# Dielectric ellipsoid and the depolarisation integral

A homogeneous dielectric ellipsoid in a uniform applied field has a uniform field inside it. Shape enters through three numbers $L_1, L_2, L_3$ that sum to one, and material through the ratio of two permittivities. We use this as the first estimate of the field in a buried island or a void.

## Result and conventions

The ellipsoid has semi-axes $a_1=a$, $a_2=b$, $a_3=c$ along Cartesian axes $x_1,x_2,x_3$, and its surface is $\sum_i x_i^2/a_i^2=1$. Formulas are in SI form. The symbols $\varepsilon$ (inclusion) and $\varepsilon_m$ (matrix) are relative permittivities, and $\kappa=\varepsilon/\varepsilon_m$. $\mathbf E_0$ is the field in the matrix far from the inclusion, not a field in vacuum outside the sample. The interior field $\mathbf E$ has components

$$E_i=\frac{E_{0,i}}{1+L_i(\kappa-1)},\qquad L_i=\frac{abc}{2}\int_0^\infty\frac{ds}{(s+a_i^2)\,R(s)},\qquad R(s)=\sqrt{(s+a^2)(s+b^2)(s+c^2)} .$$

The components refer to the principal axes of the ellipsoid, and there is no sum over $i$.

## Premises

1. The fields are static, so $\mathbf E=-\nabla\phi$.
2. Both media are linear, local, homogeneous and isotropic, $\mathbf D=\varepsilon_0\varepsilon\mathbf E$ inside and $\mathbf D=\varepsilon_0\varepsilon_m\mathbf E$ outside, with $\varepsilon>0$ and $\varepsilon_m>0$.
3. There is no free charge in either medium or on the sharp interface, so $\nabla\cdot\mathbf D=0$.
4. The matrix is unbounded and $\phi+\mathbf E_0\cdot\mathbf r\to0$ as $r\to\infty$.

It follows that $\nabla^2\phi=0$ in each medium. On the surface $\phi$ is continuous, and a pillbox integral of $\nabla\cdot\mathbf D=0$ gives $\varepsilon\,\partial_n\phi_{\rm in}=\varepsilon_m\,\partial_n\phi_{\rm out}$, with $\mathbf n$ the outward normal.

## Step 1: the solution is unique

Let $\psi$ be the difference of two solutions. It obeys the same equations and interface conditions and vanishes at infinity, so its multipole expansion gives $\psi=O(1/r)$ and $\nabla\psi=O(1/r^2)$. Apply the divergence theorem to $\varepsilon(\mathbf r)\psi\nabla\psi$ in each medium. The two interface terms cancel because $\psi$ and $\varepsilon\,\partial_n\psi$ are continuous, and the term on a large sphere falls as $1/r$. What remains is $\int\varepsilon(\mathbf r)|\nabla\psi|^2dV=0$. With positive permittivities $\psi$ is constant, and the constant is zero. Any potential that meets all the conditions is therefore the solution, and we may construct it from a trial form. By linearity we take $\mathbf E_0$ along $x_1\equiv x$ first.

## Step 2: a coordinate adapted to the surface

For a point outside the ellipsoid define $\lambda(\mathbf r)$ by

$$\sum_j\frac{x_j^2}{u_j}=1,\qquad u_j=a_j^2+\lambda .$$

For $\lambda\ge0$ the left side decreases monotonically from a value above one to zero, so there is exactly one positive root. The surfaces of constant $\lambda$ are confocal ellipsoids, and $\lambda=0$ is the interface. Replacing every $a_j$ by the largest or the smallest semi-axis gives $r^2-a_{\max}^2\le\lambda\le r^2-a_{\min}^2$, so $\lambda/r^2\to1$ far away.

Define $S=\sum_jx_j^2/u_j^2$ and $T=\sum_jx_j^2/u_j^3$. Differentiating the defining equation with respect to $x_i$ gives $2x_i/u_i-S\,\partial_i\lambda=0$, hence

$$\partial_i\lambda=\frac{2x_i}{u_iS},\qquad|\nabla\lambda|^2=\frac{4}{S}.$$

A second derivative gives

$$\nabla^2\lambda=\sum_i\left[\frac{2}{u_iS}-\frac{2x_i\,\partial_i\lambda}{u_i^2S}-\frac{2x_i\,\partial_iS}{u_iS^2}\right].$$

The second term sums to $-4T/S^2$. For the third, $\partial_iS=2x_i/u_i^2-2T\,\partial_i\lambda$ and $\sum_i(x_i/u_i)\,\partial_i\lambda=2$, so $\sum_i(x_i/u_i)\,\partial_iS=2T-4T=-2T$ and the third term sums to $+4T/S^2$. The two cancel. Since $R(\lambda)=\sqrt{u_1u_2u_3}$ has $R'/R=\tfrac12\sum_i1/u_i$,

$$\nabla^2\lambda=\frac{2}{S}\sum_i\frac1{u_i}=\frac4S\,\frac{R'}{R}.$$

## Step 3: the decaying exterior harmonic

The applied potential is $-E_0x$. We look for a response of the form $x\,G(\lambda)$, because it is proportional to $x$ on the surface $\lambda=0$. With the results of Step 2,

$$\nabla^2(xG)=2G'\partial_x\lambda+x\left(G''|\nabla\lambda|^2+G'\nabla^2\lambda\right)=\frac{4x}{S}\left[G''+G'\left(\frac1{u_1}+\frac{R'}{R}\right)\right].$$

The bracket equals $(u_1RG')'/(u_1R)$. Laplace's equation holds if $u_1RG'$ is constant. We set this constant to $-1$ and fix the integration constant by $G\to0$ at infinity:

$$G_1(\lambda)=\int_\lambda^\infty\frac{ds}{(s+a^2)R(s)} .$$

For large $\lambda$ the integrand tends to $s^{-5/2}$, so $G_1\to\tfrac23\lambda^{-3/2}$ and $xG_1\to 2x/(3r^3)$, a dipole potential, which satisfies premise 4.

## Step 4: matching at the surface

Take $\phi_{\rm in}=-Ex$ and $\phi_{\rm out}=-E_0x+C\,x\,G_1(\lambda)$, with unknown constants $E$ and $C$. Both are harmonic.

**Potential.** At $\lambda=0$ every term is proportional to $x$, and continuity requires

$$E_0=E+C\,G_1(0).$$

**Normal displacement.** The normal is $\mathbf n=\nabla\lambda/|\nabla\lambda|$. At $\lambda=0$ this gives $\partial_nx=n_x=x/(a^2\sqrt S)$ and $\partial_n\lambda=2/\sqrt S$. Also $G_1'(0)=-1/(a^2\,abc)$ because $R(0)=abc$. Then

$$\partial_n\phi_{\rm in}=-E\,n_x,$$

$$\partial_n\phi_{\rm out}=\left[-E_0+CG_1(0)\right]n_x+Cx\,G_1'(0)\frac{2}{\sqrt S}=-\left[E+\frac{2C}{abc}\right]n_x .$$

Both sides vary over the surface as the same function $n_x$. This property of the ellipsoid is what lets two constants satisfy two conditions at every surface point. The condition becomes $\varepsilon E=\varepsilon_m[E+2C/(abc)]$, or

$$C=\frac{abc}{2}(\kappa-1)E .$$

Insert this into the continuity condition and define $L_1=\tfrac12abc\,G_1(0)$:

$$E_0=E\left[1+L_1(\kappa-1)\right].$$

By Step 1 this is the solution. The axes $x_2$ and $x_3$ follow by relabelling, and superposition gives the result for any direction of $\mathbf E_0$. The interior field is uniform, but it is parallel to $\mathbf E_0$ only when the factors $L_i$ of all excited axes are equal, or when $\kappa=1$.

## Step 5: consequences

**Depolarising field.** Define the excess polarisation $\Delta\mathbf P=\varepsilon_0(\varepsilon-\varepsilon_m)\mathbf E$. The result rearranges to $E_i=E_{0,i}-L_i\,\Delta P_i/(\varepsilon_0\varepsilon_m)$. For a body in vacuum this is $E_i=E_{0,i}-L_iP_i/\varepsilon_0$, which gives $L_i$ its name. In a matrix, both the subtraction of $\varepsilon_m$ and the division by $\varepsilon_m$ are needed.

**Induced dipole.** Far away the response is $2Cx/(3r^3)$. We define $\mathbf p$ as the free-charge dipole that would produce this potential in the pure matrix, $\mathbf p\cdot\mathbf r/(4\pi\varepsilon_0\varepsilon_mr^3)$. With $V=\tfrac43\pi abc$,

$$p_i=\varepsilon_0(\varepsilon-\varepsilon_m)VE_i=\frac{\varepsilon_0\varepsilon_mV(\kappa-1)}{1+L_i(\kappa-1)}E_{0,i}.$$

The dipole moment of the bound surface charge, which acts through the vacuum Coulomb law, is $p_i/\varepsilon_m$.

**Field just outside.** With $\mathbf E_0$ along axis $i$, the normal at the ends of that axis is parallel to the field, and continuity of $D_n$ gives $E_{\rm out}=\kappa E_i$ there.

**Anisotropic inclusion.** If $\varepsilon$ is a symmetric positive-definite tensor and the matrix stays isotropic, a uniform interior field still has $\nabla\cdot\mathbf D=0$. With one constant $C_i$ per axis the normal condition reads $\sum_in_i[(\boldsymbol\varepsilon\mathbf E)_i-\varepsilon_m(E_i+2C_i/abc)]=0$ for all $\mathbf n$, so each bracket vanishes, and $\mathbf E_0=[\mathbf 1+\mathbf L(\boldsymbol\varepsilon/\varepsilon_m-\mathbf 1)]\mathbf E$ with $\mathbf L={\rm diag}(L_i)$.

## Properties of the factors

- **Shape only.** Scaling $a_i\to ta_i$ and $s\to t^2s$ leaves $L_i$ unchanged.
- **Sum rule.** $\sum_i1/[(s+a_i^2)R]=2R'/R^2=-2\,d(1/R)/ds$, which integrates to $2/(abc)$. Hence $L_1+L_2+L_3=1$, and each $L_i$ lies between 0 and 1.
- **Order.** The integrands differ only by $1/(s+a_i^2)$, so the longest axis has the smallest factor.
- **Sphere.** Symmetry and the sum rule give $L=1/3$ and $E=3\varepsilon_mE_0/(\varepsilon+2\varepsilon_m)$.
- **Elliptic cylinder**, $a\to\infty$. Then $a/\sqrt{s+a^2}\to1$ in $L_2$, and $(s+b^2)^{-3/2}(s+c^2)^{-1/2}$ has the antiderivative $\frac{2}{b^2-c^2}\sqrt{(s+c^2)/(s+b^2)}$. The integral is $2/[b(b+c)]$, so $L_2=c/(b+c)$, likewise $L_3=b/(b+c)$, and $L_1=0$ by the sum rule.
- **Film.** Letting $b\to\infty$ as well gives $L_3=1$ and $E_3=E_{0,3}/\kappa$, which is continuity of $D_n$.
- **Prolate spheroid**, $b=c$, eccentricity $\eta=\sqrt{1-b^2/a^2}$. The substitution $s+a^2=a^2t^2$ gives $L_1=(1-\eta^2)\int_1^\infty dt/[t^2(t^2-\eta^2)]$. Partial fractions give $L_1=\frac{1-\eta^2}{\eta^2}\left[\frac{\operatorname{artanh}\eta}{\eta}-1\right]$ and $L_2=L_3=(1-L_1)/2$.

For $a>b>c$ a finite range is handier. Put $Q=a^2-c^2$, $k^2=(a^2-b^2)/Q$, $\Delta=\sqrt{1-k^2\sin^2\theta}$ and $s+a^2=Q/\sin^2\theta$. Then $s+b^2=Q\Delta^2/\sin^2\theta$, $s+c^2=Q/\tan^2\theta$ and $ds/R=-2\,d\theta/(\sqrt Q\,\Delta)$. The limits $s=\infty$ and $s=0$ map to $\theta=0$ and $\theta_0=\arccos(c/a)$, so

$$(L_1,L_2,L_3)=\frac{abc}{Q^{3/2}}\int_0^{\theta_0}\left(\frac{\sin^2\theta}{\Delta},\ \frac{\sin^2\theta}{\Delta^3},\ \frac{\tan^2\theta}{\Delta}\right)d\theta .$$

## Range of validity

- **Shape.** The matching in Step 4 rests on the ellipsoid. In a faceted island the field is non-uniform near edges, and an ellipsoid of the same aspect ratios estimates only the field in the bulk of the island.
- **Continuum.** All lengths on which the field is read, including the local radii of curvature, must be large against the lattice constant, so that a bulk local permittivity and a sharp interface make sense.
- **No free charge.** Mobile carriers, trapped carriers and ionised dopants must produce fields small against the change $E_{0,i}-E_i$ that one wants to resolve.
- **Isolation and uniformity.** Neighbours, electrodes and free surfaces must be far away on the scale of the longest axis, since the response decays as a dipole field only for $r\gg a$. The applied field must be uniform over the body.
- **Frequency.** For fields of vacuum wavelength $\lambda_0$ the formula holds with complex $\varepsilon(\omega)$ and $\varepsilon_m(\omega)$ if $2\pi a\sqrt{|\varepsilon|}/\lambda_0\ll1$ in both media. The proof in Step 1 used positive permittivities. The construction remains a solution otherwise, except at $\kappa=1-1/L_i$, where the denominator vanishes and a shape resonance occurs.
- **No other polarisation source.** Spontaneous, piezoelectric and strain-gradient polarisation are absent from premise 2. A uniform interface dipole, as contained in a band offset, adds a constant step to $\phi$ and no field.

## Illustration: elongated Ge island buried in Si

The static dielectric constants at 300 K are 16.2 for Ge and 11.7 for Si (compiled values, Ioffe Institute), so $\kappa=1.385$ and $\kappa-1=0.3846$. We assume an unstrained pure-Ge ellipsoid with $a=60$ nm, $b=15$ nm (both in the growth plane) and $c=3$ nm (growth direction), in the depleted intrinsic layer of a diode with an assumed field $E_0=10$ kV/cm. Then $V=1.131\times10^4$ nm$^3$, $k^2=0.9398$ and $\theta_0=87.13^\circ$. Evaluating the integrals gives the model's values:

| $\mathbf E_0$ along | $L_i$ | $E_i/E_0$ | $E_{\rm out}/E_0$ at axis end | $p_i$ ($e\,$nm) |
|---|---|---|---|---|
| length $a$ | 0.0208 | 0.992 | 1.37 | 2.79 |
| width $b$ | 0.1582 | 0.943 | 1.31 | 2.65 |
| height $c$ | 0.8210 | 0.760 | 1.05 | 2.14 |

Along the length the island barely screens: the field drops by 0.8 %. Along the growth direction it drops by 24.0 %, so the potential difference over the 6 nm height is 4.56 mV in place of 6.00 mV. The ratio 0.760 lies between the film, 0.722, and the sphere, 0.886, and close to the infinite wire of the same cross-section, which has $L_2=0.167$, $L_3=0.833$ and $E_3/E_0=0.757$. A field applied at $45^\circ$ to the long axis in the $a$–$c$ plane points at $37.5^\circ$ to that axis inside.

The last digits in the table are arithmetic for the stated inputs. The physical uncertainties are larger:

- **Inputs.** In the diamond structure the optical phonon carries no first-order dipole, so static and high-frequency constants should nearly coincide. The compiled high-frequency values are 15.9 for Ge (Skone 2014) and 11.85 for Si (Skelton 2020). They give $\kappa-1=0.342$ and field ratios 0.993, 0.949 and 0.781. The growth-direction ratio is thus fixed only to about two figures.
- **Strain.** The typical lattice mismatch is about 4 %. Both bulk crystals are centrosymmetric and have no linear piezoelectric response, but strain shifts $\varepsilon$ and makes it a tensor. The sensitivity is $\partial\ln E_i/\partial\ln\kappa=-L_i\kappa/[1+L_i(\kappa-1)]$, which is $-0.86$ along $c$ and $-0.029$ along $a$. An assumed 5 % shift of the permittivity along $c$ moves $E_3$ by about 4 %. Strain also shifts band edges, which carriers feel in addition to $\phi$.
- **Curvature.** The smallest radii of curvature are $c^2/a=0.15$ nm at the end of $a$ and $c^2/b=0.60$ nm at the end of $b$, against a typical Ge lattice constant of about 0.57 nm. The entries 1.37 and 1.31 are continuum values at points that no crystal resolves. At the top the smallest radius is $b^2/c=75$ nm, and 1.05 is meaningful.
- **Dopant ions.** An assumed residual doping of $10^{14}$ cm$^{-3}$ has a spacing $n^{-1/3}=215$ nm. One ion at 100 nm gives $e/(4\pi\varepsilon_0\varepsilon_mr^2)=0.12$ kV/cm, which exceeds the 0.08 kV/cm drop along $a$ but is small against the 2.4 kV/cm drop along $c$.
- **Holes.** Ge islands in Si typically confine holes. One elementary charge gives 5.5 kV/cm at 15 nm by the same formula, more than any field change in the table. For $\kappa\to\infty$ (a neutral conducting island) the dipole along $a$ is $\varepsilon_0\varepsilon_mVE_0/L_1=3.5\times10^2\,e\,$nm, because $1/L_1=48$ replaces $(\kappa-1)E_1/E_0=0.38$. A few elementary charges displaced over the 120 nm length supply this, so the table applies only to an empty island.
- **Frequency.** At an assumed $\lambda_0=10\ \mu$m the size parameter $2\pi a\sqrt\varepsilon/\lambda_0$ is 0.15, so the quasi-static form extends into the mid-infrared.

Intermixing is the largest correction for an empty island. Islands grown and capped at elevated temperature typically take up several tens of per cent of Si, which lowers the contrast, so the pure-Ge model overstates the screening. For an assumed half-and-half alloy with an assumed linear interpolation, $\varepsilon=13.95$, the same shape gives $E_3/E_0=0.864$, a drop of 13.6 %, smaller than the pure-Ge drop by a factor of 1.8. The model's growth-direction field is therefore about 7.6 kV/cm for pure Ge and about 8.6 kV/cm for the alloyed island, out of 10 kV/cm in the Si.